**Six ways to stack strontium**

A strontium atom in the metal gives up its two outer electrons to all its neighbours together. What remains is an ion of charge +2. The same atoms can be arranged in many lattices, and the table compares six of them. Their energies are for a crystal at rest, with the atoms held in the named pattern.

Strontium relaxed in six structures, computed with Ansatz 0.2.0 (DFT, PBEsol, scalar-relativistic plane-wave PAW, no spin polarisation). The cutoff is 420 eV and the Fermi-Dirac smearing width 0.1 eV. Energies are extrapolated to zero smearing and count from the lowest structure listed; volumes and bulk moduli come from equation-of-state fits.

| structure | space group of the relaxed cell | neighbours within 15 % of the shortest distance | k mesh | energy above lowest (meV/atom) | neighbour distance (Å) | volume per atom (Å³) | bulk modulus (GPa) |
| --- | --- | --- | --- | --- | --- | --- | --- |
| dhcp | P6_3/mmc | 12 | 10×10×3 | 0 | 4.195 | 52.15 | 12.2 |
| bcc | Im-3m | 8 | 11×11×11 | 2 | 4.055 | 51.02 | 12.3 |
| hcp | P6_3/mmc | 12 | 10×10×5 | 3 | 4.196 | 52.31 | 12.0 |
| omega (AlB2-type) | P6/mmm | 14 | 6×6×9 | 53 | 4.014 | 52.18 | 11.2 |
| simple cubic | Pm-3m | 6 | 10×10×10 | 383 | 3.776 | 52.85 | 7.70 |
| diamond | Fd-3m | 4 | 7×7×7 | 1034 | 4.055 | 104.07 | 2.91 |

The volume is that of one atom's share of the crystal, and the bulk modulus is the resistance to uniform squeezing. For omega, the printed neighbour number and distance describe one atom in three. The other two sit in honeycomb layers, each with three closer neighbours. Spin polarisation was switched off in every run, so magnetic order was excluded from the start.

**(a) Which structure is lowest, and why do some structures lie close to it while others lie far above?**

**Solution.** The lowest row is dhcp, a close-packed stacking. The bcc and hcp structures follow within 3 meV per atom, which is almost a tie. Omega lies clearly higher at 53 meV, and simple cubic and diamond are higher by hundreds of meV or more. Real strontium is fcc at ordinary conditions, so dhcp serves here as the zero of the scale and not as the ground state of the metal.

A first idea is that each atom wants as many neighbours as possible. In a common simple form of this idea, the bond energy grows as the square root of the neighbour number. With a cohesive energy of roughly 1.7 eV per atom, a recalled round value, going from 12 neighbours to the 8 of bcc should cost about 0.3 eV. The computed cost is 2 meV. Part of the trouble is the counting itself, because six more atoms in bcc lie just outside the limit used for neighbours.

The volumes point to a better idea. If the atoms were hard balls that kept their dhcp distance of 4.195 Å, simple cubic would need 73.8 Å³ per atom. It takes only 52.85 Å³, because the atoms move closer together. All the structures except diamond have volumes within 4 % of one another. What strontium keeps from one structure to the next is thus its volume, and with it the average density of its outer electrons, rather than the length of a bond.

This suggests a picture of positive ions in an even sea of electrons. The energy of the sea itself depends on its density, so at equal volume it is the same for every lattice. What differs is the electrical energy of the ions within the sea. Ions repel one another, and they are best off when spread as evenly as possible. A lattice that crowds some ions together and leaves holes elsewhere pays for it.

The electrical energy per atom can be written as

$$E=-A\,\frac{(2e)^2}{2R}.$$

Here $e$ is the elementary charge and $R$ is the radius of a sphere with the volume of one atom. The number $A$ depends only on the pattern of the lattice and is larger for more even patterns. The model has no adjustable constant: the charge is that of the ion, the volume is that of dhcp, and $A$ is a matter of geometry. One volume can serve for all because energy changes very little with volume near its minimum.

Simple cubic gives a full example. The dhcp volume of 52.15 Å³ corresponds to $R=2.318$ Å, and $e^2$ is 14.40 eV Å, so that

$$\frac{(2e)^2}{2R}=\frac{4\times14.40}{2\times2.318}\ \text{eV}=12.4\ \text{eV}.$$

The geometric constants are $A=1.7917$ for dhcp and $A=1.7601$ for simple cubic. Their difference of 0.0316, multiplied by 12.4 eV, gives a cost of 0.39 eV per atom. The full calculation gives 383 meV.

The same step explains the near tie. For dhcp, hcp and bcc the values of $A$ are so similar that the electrical energies differ by about 2 meV at most. These three lattices spread their ions almost equally well, although their neighbour numbers differ. Omega is slightly less even, and its $A$, taken from the electrical energy of the ions in the same calculation, gives a cost of 35 meV. That is the right size, though it is a third below the computed 53 meV.

The agreement for simple cubic should not be taken as a measure of the model's accuracy. Real electrons do not stay evenly spread but gather where the ions attract them, and the model leaves this response out. The bulk modulus shows that something is lacking. At fixed volume the electrical term alone would make simple cubic stiffer than dhcp by about 0.5 GPa, whereas the table has it softer by 4.5 GPa. The numbers therefore support the electrical cost as a main cause of the gap, but the response of the electrons must also contribute.

Diamond shows where the picture breaks down. The model puts it 1.5 eV above dhcp, while the calculation finds 1.03 eV. A push outwards from the electrical term should swell the crystal by about 13 %, if it is resisted with the stiffness of dhcp. In fact the volume doubles, so the assumption of a common electron density has failed. A likely reason is that the electrons leave the large holes of this lattice and collect nearer the ions, but no map of the electron density was examined to test this.

For another arrangement of strontium with a similar volume, the model offers a quick first guess. Each loss of 0.01 in $A$ costs about 0.12 eV per atom. Evenly spread lattices should therefore crowd together near the bottom, and lattices with large holes should lie well above them. The guess is meant for gaps of tens of meV or more, as the next part makes clear.

**(b) How safe is this order against the errors of the method?**

**Solution.** The large gaps and the small ones have to be judged separately. Among dhcp, bcc and hcp, the main electrical term nearly cancels. The order then depends on the little that is left of it, together with small differences in how the electrons respond to each lattice. The simple model even puts bcc about 2 meV below dhcp, whereas the full calculation puts it 2 meV above. It makes their closeness understandable, provided that the response of the electrons is also similar, but it cannot rank them.

The full calculation has a difficulty of its own at this scale. In a metal at absolute zero the filling of electron states stops sharply at a highest level, and the calculation smooths this edge to make the sums manageable. The table's energies are corrected back to zero smoothing. One can instead compare the free energies of the same crystals, which keep the effect of the smoothing. If an order is secure, it should survive this change.

The order of bcc and hcp does not survive. With the corrected energies bcc is lower by 1.1 meV per atom, while with the free energies hcp is lower by 1.4 meV. These two structures should be called tied. dhcp stays lowest both ways, but its lead over the nearest competitor is only about 2 meV in either case.

That lead is too small to be trusted without further tests. The sums over electron states use a different grid of points for each lattice, and a finer grid was not tried. There is also only one density functional, PBEsol, used with atomic datasets made for PBE. The motion that atoms keep even at absolute zero is left out. Each of these could plausibly change a difference by an amount comparable with the lead, although their actual sizes here are untested.

The higher structures are in a different position. Changing the treatment of the smoothing moves each of their gaps by less than 10 meV, and omega still lies 48 meV above dhcp. Its place above the leading three is therefore far safer than the order within that group. Simple cubic and diamond are safer still. Their energies do not show, however, that either lattice would hold together if its atoms were free to leave the imposed pattern.

**(c) What would reverse the order of dhcp and bcc?**

**Solution.** Pressure is the clearest means. A squeezed material gains by taking up less room, and bcc is the densest structure in the table. Its volume is 1.13 Å³ per atom smaller than that of dhcp, a difference of about 2 %. At some pressure this saving pays for its slightly higher energy.

The quantity to compare under pressure is the enthalpy, $E+PV$, where $E$ is the energy, $P$ the pressure and $V$ the volume. The two structures are level when the energy difference equals the pressure times the volume difference. The energy difference before rounding is 1.73 meV per atom, and 1 meV/Å³ equals 0.160 GPa. Hence

$$P\approx\frac{1.73\ \text{meV}}{1.13\ \text{Å}^3}\times0.160\ \frac{\text{GPa}}{\text{meV/Å}^3}\approx0.25\ \text{GPa}.$$

This value inherits the uncertainty of part (b). If the free energies are used instead, with the same volume difference, the estimate gives 0.45 GPa. Every error of 1 meV in the energy difference shifts the result by 0.14 GPa. The crossing is thus a matter of a few tenths of a GPa within this calculation, and an energy error of 2 meV could remove it altogether by making bcc the lower structure from the start.

The direction of the change is much more secure than the crossing pressure. The same calculation includes compressed crystals, and near 1.9 GPa their enthalpies favour bcc by 10 meV per atom. With free energies the advantage is still 7 meV. Both treatments of the smoothing thus prefer bcc to dhcp at this pressure, and each advantage is more than twice the matching gap at zero pressure.

Heat should act in the same direction, though here the argument comes from general physics. The bcc lattice usually has some soft vibrations, in which planes of atoms slide past one another easily. Such vibrations give it more entropy, which counts for more as the temperature rises. At 300 K an advantage of only 0.07 $k_\mathrm{B}$ per atom, where $k_\mathrm{B}$ is Boltzmann's constant, would cancel the gap of 1.73 meV. The vibrations were not calculated, but real strontium does turn from fcc to bcc on heating, and also under pressure.

For practical use, a gap of a few meV between structures is best treated as a tie, and the volumes should then be consulted. With a volume difference of about 1 Å³ per atom, each GPa of pressure shifts the balance by about 6 meV in favour of the denser structure. That is more than the whole spread among the three leading structures here.
